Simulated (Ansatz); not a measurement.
**A ladder of methods for Ge2H6 (digermane)**

Ge2H6 has 8 atoms, charge 0, and is taken as a singlet. SMILES: `[GeH3][GeH3]`. The shape was relaxed beforehand at wB97X-V/def2-SVP.

Each level gives the adiabatic ionisation energy (to the doublet cation, shapes relaxed at wB97X-V/def2-SVP, no zero-point term) (eV). The values are calculated.

```json
{"level": "HF/def2-TZVP", "kind": "Hartree–Fock", "program": "Ansatz", "value (eV)": "8.37", "less CCSD(T)/def2-TZVP": "-1.01"}
{"level": "PBE/def2-TZVP", "kind": "GGA", "program": "Ansatz", "value (eV)": "9.23", "less CCSD(T)/def2-TZVP": "-0.15"}
{"level": "B3LYP/def2-TZVP", "kind": "global hybrid", "program": "Ansatz", "value (eV)": "9.33", "less CCSD(T)/def2-TZVP": "-0.05"}
{"level": "wB97M-V/def2-TZVP", "kind": "range-separated hybrid", "program": "Ansatz", "value (eV)": "9.36", "less CCSD(T)/def2-TZVP": "-0.02"}
{"level": "MP2/def2-TZVP", "kind": "perturbation theory", "program": "Ansatz", "value (eV)": "9.36", "less CCSD(T)/def2-TZVP": "-0.02"}
{"level": "CCSD(T)/def2-TZVP", "kind": "coupled cluster or CI", "program": "Ansatz", "value (eV)": "9.38", "less CCSD(T)/def2-TZVP": "0.00"}
```

CCSD(T)/def2-TZVP is the highest level here, not the true value. All-electron rows without a relativistic Hamiltonian named are non-relativistic. The values span 8.37 to 9.38 eV. In the correlated wave-function rows the outer d shell of Ge is correlated, in sets not made for it.

Electron correlation accounts for most of the spread. Hartree–Fock places the ionisation energy 1.01 eV below CCSD(T), while MP2 comes within 0.02 eV of it. The electron leaves an orbital that is mainly the Ge–Ge σ bond, so the neutral molecule has a correlated bonding pair that the cation lacks. Mean-field theory therefore understabilises the neutral more than the cation, and the ionisation energy comes out too low. Losing one σ electron leaves a one-electron Ge–Ge bond, which probably lengthens as the GeH3 groups flatten.

The density functionals include most of this differential correlation, and all three lie much closer to CCSD(T) than Hartree–Fock does. PBE remains the lowest of them, and the two hybrids lie closer, perhaps because exact exchange improves the balance between the delocalised cation hole and the paired neutral. The differences among wB97M-V, MP2 and CCSD(T) are too small to rank these methods for germanes in general. Close agreement on this adiabatic quantity also doesn't establish equal accuracy for vertical ionisation or for Ge–Ge cleavage in the cation.
